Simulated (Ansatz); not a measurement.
# YHg: the change of energy less free atoms and pressure with volume scale

Periodic Kohn-Sham DFT of a crystal at fixed atoms, scaled to volume_scale times the given cell; pressure positive in compression, energy less spherical unpolarised free atoms, largest_vzz the field gradient of largest size among the nuclei. The results are calculated, by Ansatz 0.2.0.

The cell before it is scaled or strained (space group Pm-3m, No. 221):
```
YHg
1.0
      3.6820     0.0000     0.0000
      0.0000     3.6820     0.0000
      0.0000     0.0000     3.6820
Y Hg
1 1
Direct
  0.50000 0.50000 0.50000
  0.00000 0.00000 0.00000
```

Settings of every row: method all-electron LAPW; functional LDA; relativity scalar; k mesh 11x11x11; filling fermi-dirac; smearing width 0.08 eV; basis error target 0.25 meV/atom; nucleus gaussian.

Atom start moment: 0 on all atoms.

Limits: no spin-orbit coupling on heavy atoms.

| row | volume scale | V (Å³/atom) | energy less free atoms (eV/atom) | pressure (GPa) |
| --- | --- | --- | --- | --- |
| 1 | 0.94 | 23.461 | -3.7067 | 1.19 |
| 2 | 0.96 | 23.96 | -3.7077 | -0.547 |
| 3 | 0.98 | 24.459 | -3.7035 | -2.096 |
| 4 | 0.99 | 24.709 | -3.6997 | -2.807 |
| 5 | 1 | 24.959 | ? | ? |
| 6 | 1.01 | 25.208 | -3.6889 | -4.109 |
| 7 | 1.02 | 25.458 | -3.682 | -4.706 |
| 8 | 1.04 | 25.957 | -3.6656 | -5.798 |
| 9 | 1.06 | 26.456 | -3.646 | -6.768 |

Question: what energy less free atoms and pressure should row 5 give?

Worked fit of energy less free atoms. Take u = (V_r/V)^(2/3) − 1 with V_r = 24.959 Å³ an atom, which is twice the finite (Eulerian) strain; such expansions in the strain, on which the Birch-Murnaghan equation of state is built, carry the rest volume and the bulk modulus. The shown rows have u = 0.04213, 0.02761, 0.01358, 0.00673, -0.0066, -0.01311, -0.0258, -0.03809. Least squares give energy less free atoms = −3.69479 − 0.8129 × u + 12.427 × u² + 3.7 × u³ eV/atom; a parabola predicts inner rows, each left out in turn, worse (root mean square 6.2e-05 against 2.5e-05 eV/atom). All shown rows lie on it to the printed digit. Its lowest point lies at u = 0.0322, or V = 23.8 Å³ an atom, and the curvature there gives the bulk modulus at fixed shape and fractions, B = (4/9)(1 + u)² E″(u)/V = 81.5 GPa. The withheld row has u = 0, so the fit gives −3.69479 − 0.8129 × (0) + 12.427 × (0)² + 3.7 × (0)³ = -3.6948 eV/atom.

The calculation gave -3.6948 eV/atom. The fit meets it to the printed digit.

Worked fit of pressure. Take u = (V_r/V)^(2/3) − 1 with V_r = 24.959 Å³ an atom, which is twice the finite (Eulerian) strain; such expansions in the strain, on which the Birch-Murnaghan equation of state is built, carry the rest volume and the bulk modulus. The shown rows have u = 0.04213, 0.02761, 0.01358, 0.00673, -0.0066, -0.01311, -0.0258, -0.03809. Least squares give pressure = −3.4779 + 97.604 × u + 303.5 × u² + 229 × u³ GPa; a parabola predicts inner rows, each left out in turn, worse (root mean square 0.0037 against 0.00019 GPa). All shown rows lie on it to the printed digit. The pressure vanishes at u = 0.0323, or V = 23.8 Å³ an atom, and there the bulk modulus at fixed shape and fractions is B = −V dP/dV = (2/3)(1 + u) dP/du = 81.2 GPa. The withheld row has u = 0, so the fit gives −3.4779 + 97.604 × (0) + 303.5 × (0)² + 229 × (0)³ = -3.478 GPa.

The calculation gave -3.477 GPa. The fit lies 0.001 GPa (0.013 % of the column's range) below it, one unit of the last digit.
